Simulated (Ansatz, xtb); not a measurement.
**Two structures of AlBrGaH3**

We compare a, a singlet given by its coordinates, with b, a singlet given by its coordinates. Both are isolated molecules in the gas phase, relaxed with BLYP-D3(BJ)/def2-SVP.

a (Å):

| atom | x (Å) | y (Å) | z (Å) |
| --- | --- | --- | --- |
| Al | 0.3913 | 0.1355 | 1.1621 |
| Br | -0.8346 | 1.0116 | -0.8042 |
| Ga | -1.8271 | -1.0707 | 0.7594 |
| H | 0.3335 | 1.1446 | 2.3880 |
| H | 1.6530 | -0.7284 | 0.7310 |
| H | -3.2253 | -1.4113 | 0.0309 |

Close contacts (Å): Al1–Br2 2.48, Al1–Ga3 2.56, Br2–Ga3 2.79, Al1–H4 1.59, Al1–H5 1.59, Ga3–H6 1.61.

b (Å):

```xyz
6

Al    0.4944    0.1590   -0.0550
Br    0.6876   -0.1679    2.1937
Ga    0.2776    0.5253   -2.5772
H     0.9768    1.5588   -0.8399
H    -0.9636    0.1292   -0.8807
H     1.2326   -0.8099   -1.2059
```

Close contacts (Å): Al1–Br2 2.28, Al1–Ga3 2.56, Al1–H4 1.68, Al1–H5 1.68, Al1–H6 1.68, Ga3–H4 2.14, Ga3–H5 2.14, Ga3–H6 2.14.

Energies in hartree; the thermal terms are from BLYP-D3(BJ)/def2-SVP harmonic frequencies (ideal gas, rigid rotor, one conformer each, 298.15 K, 1 atm) and include the zero-point energy:

```
                                a            b
E, CCSD(T)/def2-TZVP  −4740.000643  −4740.017802
   zero-point energy      0.020629      0.021078
        H(298 K) − E      0.027658      0.027746
        G(298 K) − E     −0.010926     −0.009273
```

**Question.** Work out ΔE, ΔE₀, ΔH and ΔG for a → b in kJ/mol (1 Eh = 2625.50 kJ/mol) and the equilibrium ratio [b]/[a].

**Answer.** 1. ΔE = −4740.017802 − (−4740.000643) = −0.017159 Eh = −45.05 kJ/mol.
2. ΔE₀ = ΔE + ΔZPE = −0.017159 + (+0.000449) Eh = −43.87 kJ/mol.
3. ΔH = ΔE + (+0.000088) Eh = −44.82 kJ/mol.
4. ΔG = ΔE + (+0.001653) Eh = −40.71 kJ/mol, so ΔS = (ΔH − ΔG)/T = −13.8 J/(mol K).
5. kT = 0.9442 mEh, so K = [b]/[a] = exp(−ΔG/kT) = exp(+16.42) ≈ 1.4 × 10^7.

Structure b is favoured at this temperature. An error of 4 kJ/mol in ΔG would change K by a factor of 5. Mirror images and further conformers aren't counted.

Other levels gave ΔE = −59.7 (BLYP-D3(BJ)/def2-SVP); −36.4 (HF/def2-TZVP); −40.5 (MP2/def2-TZVP) kJ/mol. The correlated steps freeze 23 core orbitals; the filled d shell of Br and Ga is correlated, in a basis made for valence electrons. Programs: Ansatz 0.2.0.

Structure b is favoured by energy, with entropy opposing it only slightly, and every level listed gives the same order. Hartree–Fock already favours b, so the preference doesn't originate in electron correlation, though CCSD(T) enlarges it.

The geometries suggest a difference in oxidation state. In b, bromine is terminal on aluminium and three hydrides lean towards gallium through long contacts, much like a gallium(I) cation held by a bromotrihydroaluminate(III) anion. In a, gallium keeps a terminal hydride and bromine bridges the metals unevenly, which fits a metal–metal bonded, formally divalent pair. Gallium holds its 4s pair tightly because the filled 3d shell screens it poorly, whereas aluminium gains more from strong polar bonds to hydrogen and bromine; this probably drives the preference. The equal Al–Ga distances don't imply equal metal–metal bonding, since the hydride bridges alone can hold the metals close in b.

The entropy loss probably reflects the tighter, more symmetrical cage. How quickly a would convert to b remains open, as no barrier was computed.
